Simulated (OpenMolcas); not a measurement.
# Exact exchange and the vertical energy of the triplet above the singlet of C2H6AlF

The species is C2H6AlF (10 atoms), meant as a singlet with charge 0. SMILES: `[CH3][Al]([CH3])[F]`. The coordinates come from a PBE0-D4/def2-TZVP relaxation.

The vertical energy of the triplet above the singlet y, in eV, basis def2-SVP; a is the functional's share of exact exchange. Programs: OpenMolcas 26.06.

| functional | program | a | y (eV) |
| --- | --- | --- | --- |
| PBE | OpenMolcas | 0 | 5.44 |
| BLYP | OpenMolcas | 0 | 5.49 |
| B3LYP | OpenMolcas | 0.2 | ? |
| PBE0 | OpenMolcas | 0.25 | 5.84 |
| BHLYP | OpenMolcas | 0.5 | 6.23 |

Problem. Fit y = c + s·a to the known rows and predict B3LYP.

Solution. 
1. Means of the 4 rows: a = 0.1875, y = 5.750.
2. Σ(Δa)² = 0.17188, Σ(Δa·Δy) = 0.2625, so the slope is 0.2625/0.17188 = 1.5272.
3. Intercept: 5.750 − (1.5272) × 0.1875 = 5.464. The largest residual of the fit is 0.026.
4. B3LYP: 5.464 + (1.5272) × 0.2 = 5.77 eV.

The run gave 5.83 eV, so the prediction is off by -0.06 eV, more than the largest residual.

The singlet lies well below the triplet with every functional, as expected for a three-coordinate aluminium(III) monomer with all its valence electrons in bonds or lone pairs. Reaching the triplet probably means promoting an electron from an Al–C σ bonding orbital, largely of methyl character, into the empty aluminium 3p orbital or an Al–C antibonding one. Such a promotion costs a bonding electron and shifts charge from carbon towards the metal. Semilocal exchange tends to place states of this kind too low, which would explain why the energy climbs with the share of exact exchange.

That share isn't the only variable, however. PBE and BLYP differ without any exact exchange, and B3LYP nearly matches PBE0 despite containing less of it. The missed prediction therefore suggests an influence of the semilocal exchange and correlation parts, not a breakdown of the response to exact exchange itself. The smooth trend doesn't identify the most accurate functional, since nothing here fixes the true excitation energy.
